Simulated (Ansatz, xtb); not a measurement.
CH6SSi: which of two isomers lies lower

We compare X, `[SiH3]CS`, a singlet, with Y, `CS[SiH3]`, a singlet. Both are isolated molecules in the gas phase, relaxed with BLYP-D3(BJ)/def2-SVP, each in the lowest conformer that the search found.

X (Å):

```tsv
atom	x (Å)	y (Å)	z (Å)
C	-0.2042	-0.3727	-0.1783
S	-1.9821	-0.9153	-0.2423
Si	0.9154	-1.6577	0.6749
H	-0.1212	0.6306	0.2870
H	0.0964	-0.2616	-1.2398
H	-2.1460	-1.0570	1.1052
H	0.8850	-2.9476	-0.0850
H	2.3320	-1.1568	0.7507
H	0.4129	-1.8907	2.0697
```

Y (Å):

```xyz
9

C    -0.8861    0.1358   -0.0073
S     0.5791   -0.0953    1.1121
Si    0.9691   -2.1951    0.7549
H    -1.7317   -0.5082    0.3016
H    -0.6211   -0.0709   -1.0619
H    -1.1878    1.1952    0.0868
H     1.2810   -2.4629   -0.6908
H     2.1513   -2.5421    1.6056
H    -0.2064   -3.0503    1.1368
```

Quicker runs give these differences E(Y) − E(X): GFN2-xTB −90.8 kJ/mol; HF/STO-3G −58.9 kJ/mol (at GFN2-xTB geometries); r2SCAN-D4/def2-SVP −57.4 kJ/mol (at GFN2-xTB geometries).

Estimate E(Y) − E(X) at the level CCSD(T)/def2-TZVP.

Calculated at CCSD(T)/def2-TZVP: E(Y) − E(X) = −60.9 kJ/mol, so structure Y lies lower.

The same difference at several levels:

```tsv
level	geometry	E(Y) − E(X) (kJ/mol)	departure from the last row (kJ/mol)	job, with rough time for the two
GFN2-xTB	GFN2-xTB	−90.8	−29.9	optimisation, 0.18 s
HF/STO-3G	GFN2-xTB	−58.9	+2.0	single point, 0.24 s
r2SCAN-D4/def2-SVP	GFN2-xTB	−57.4	+3.5	single point, 2.1 s
BLYP-D3(BJ)/def2-SVP	BLYP-D3(BJ)/def2-SVP	−55.7	+5.2	optimisation, 14 s
HF/def2-TZVP	BLYP-D3(BJ)/def2-SVP	−64.1	−3.2	part of the CCSD(T) run
MP2/def2-TZVP	BLYP-D3(BJ)/def2-SVP	−63.8	−2.9	part of the CCSD(T) run
CCSD(T)/def2-TZVP	BLYP-D3(BJ)/def2-SVP	−60.9		single point, 18 s
```

As drawn, Y has 1 S–Si, 1 C–H in place of 1 C–Si, 1 S–H.

None of the levels shown reverses the order. The largest departure from CCSD(T)/def2-TZVP is that of GFN2-xTB, 29.9 kJ/mol.

With harmonic frequencies from BLYP-D3(BJ)/def2-SVP (ideal gas, rigid rotor, one conformer each, 298.15 K, 1 atm): on the last row, ΔE + ΔZPE = −54.9, ΔH = −54.4, ΔG = −56.2 kJ/mol.

The correlated steps freeze 11 core orbitals. Mirror images aren't counted in ΔG. Codes used: Ansatz 0.2.0, xtb 6.7.1; the last row on 1 thread of Intel(R) Xeon(R) 6975P-C (Granite Rapids) on a shared host.

Methyl silyl sulfide (Y) lies clearly below silylmethanethiol (X), and zero-point and thermal terms leave that order intact. The bond exchange suggests why: Y trades a relatively weak S–H bond for a stronger C–H bond, while silicon keeps a strong partner when it moves from carbon to sulfur. Donation from the sulfur lone pair into antibonding orbitals of the silyl group may help, though the energies alone do not isolate it. The stiffer C–H vibrations probably explain why zero-point energy trims the advantage of Y.

Hartree–Fock in the larger basis already gives −64.1 kJ/mol, so the preference does not depend on electron correlation, which slightly reduces it. The closeness of the minimal-basis result to the coupled-cluster value is therefore probably a cancellation of errors, since that basis describes polarisation at silicon and sulfur poorly. GFN2-xTB exaggerates the gap, perhaps through its parametrised balance between Si–S and Si–C bonding. The energy difference says nothing about how readily the thiol would rearrange, which depends on the barrier to silyl and hydrogen migration.
